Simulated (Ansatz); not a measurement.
## A series in volume scale on CdH₂O₂

All results are calculated (Ansatz 0.2.0). Free energy against uniform scaling of the volume at fixed shape and fractions; periodic cell, basis, potentials, k mesh and filling as listed.

The cell before it is scaled or strained (space group P3m1, No. 156):
```
cell vectors (Å)
   3.8398     0.0000     0.0000
  -1.9199     3.3254     0.0000
   0.0000     0.0000     4.4414
atoms (fractions of the cell vectors)
Cd  0.33333  0.66667  0.98730
H   0.00000  0.00000  0.00808
H   0.66667  0.33333  0.43188
O   0.00000  0.00000  0.78619
O   0.66667  0.33333  0.21189
```

Settings of every row: functional PBEsol; dispersion D3(BJ); potentials PAW; wave cutoff 550 eV; density cutoff 2200 eV; k mesh 6x6x4; k shift 0x0x0; occupations fixed; smearing width 0 eV; spin none.

Limits: the cell comes from a prototype or a list of computed structures and needn't be the stable phase.

| row | volume scale | V (Å³/atom) | energy above lowest point (meV/atom) | pressure (GPa) |
| --- | --- | --- | --- | --- |
| 1 | 0.88 | 9.981 | 12.1 | 6.95 |
| 2 | 0.92 | 10.435 | 0 | 1.78 |
| 3 | 0.96 | 10.889 | 1 | -2.35 |
| 4 | 1 | 11.342 | 12.5 | -5.64 |
| 5 | 1.04 | 11.796 | 32.3 | -8.27 |
| 6 | 1.08 | 12.25 | ? | ? |
| 7 | 1.12 | 12.703 | 90.7 | -12.04 |

Question: what energy above lowest point and pressure should row 6 give?

Worked fit of energy above lowest point. Take u = (V_r/V)^(2/3) − 1 with V_r = 11.116 Å³ an atom, which is twice the finite (Eulerian) strain; such expansions in the strain, on which the Birch-Murnaghan equation of state is built, carry the rest volume and the bulk modulus. The shown rows have u = 0.07444, 0.04305, 0.01385, -0.01333, -0.03881, -0.08513. Least squares give energy above lowest point = 5.59 − 425.2 × u + 6822 × u² + 857 × u³ meV/atom; a parabola predicts inner rows, each left out in turn, worse (root mean square 0.14 against 0.038 meV/atom). All shown rows lie on it to the printed digit. Its lowest point lies at u = 0.0310, or V = 10.62 Å³ an atom, and the curvature there gives the bulk modulus at fixed shape and fractions, B = (4/9)(1 + u)² E″(u)/V = 98.4 GPa. Letting shape and atoms relax would as a rule lower it, by much in layered, chain or molecular crystals. The withheld row has u = -0.06271, so the fit gives 5.59 − 425.2 × (-0.06271) + 6822 × (-0.06271)² + 857 × (-0.06271)³ = 58.9 meV/atom.

The calculation gave 58.9 meV/atom. The fit meets it to the printed digit.

Worked fit of pressure. Take u = (V_r/V)^(2/3) − 1 with V_r = 11.116 Å³ an atom, which is twice the finite (Eulerian) strain; such expansions in the strain, on which the Birch-Murnaghan equation of state is built, carry the rest volume and the bulk modulus. The shown rows have u = 0.07444, 0.04305, 0.01385, -0.01333, -0.03881, -0.08513. Least squares give pressure = −4.089 + 120.79 × u + 347.3 × u² + 299 × u³ GPa; a parabola predicts inner rows, each left out in turn, worse (root mean square 0.049 against 0.0034 GPa). All shown rows lie on it to the printed digit. The pressure vanishes at u = 0.0310, or V = 10.62 Å³ an atom, and there the bulk modulus at fixed shape and fractions is B = −V dP/dV = (2/3)(1 + u) dP/du = 98.4 GPa. Letting shape and atoms relax would as a rule lower it, by much in layered, chain or molecular crystals. The withheld row has u = -0.06271, so the fit gives −4.089 + 120.79 × (-0.06271) + 347.3 × (-0.06271)² + 299 × (-0.06271)³ = -10.37 GPa.

The calculation gave -10.37 GPa. The fit meets it to the printed digit.
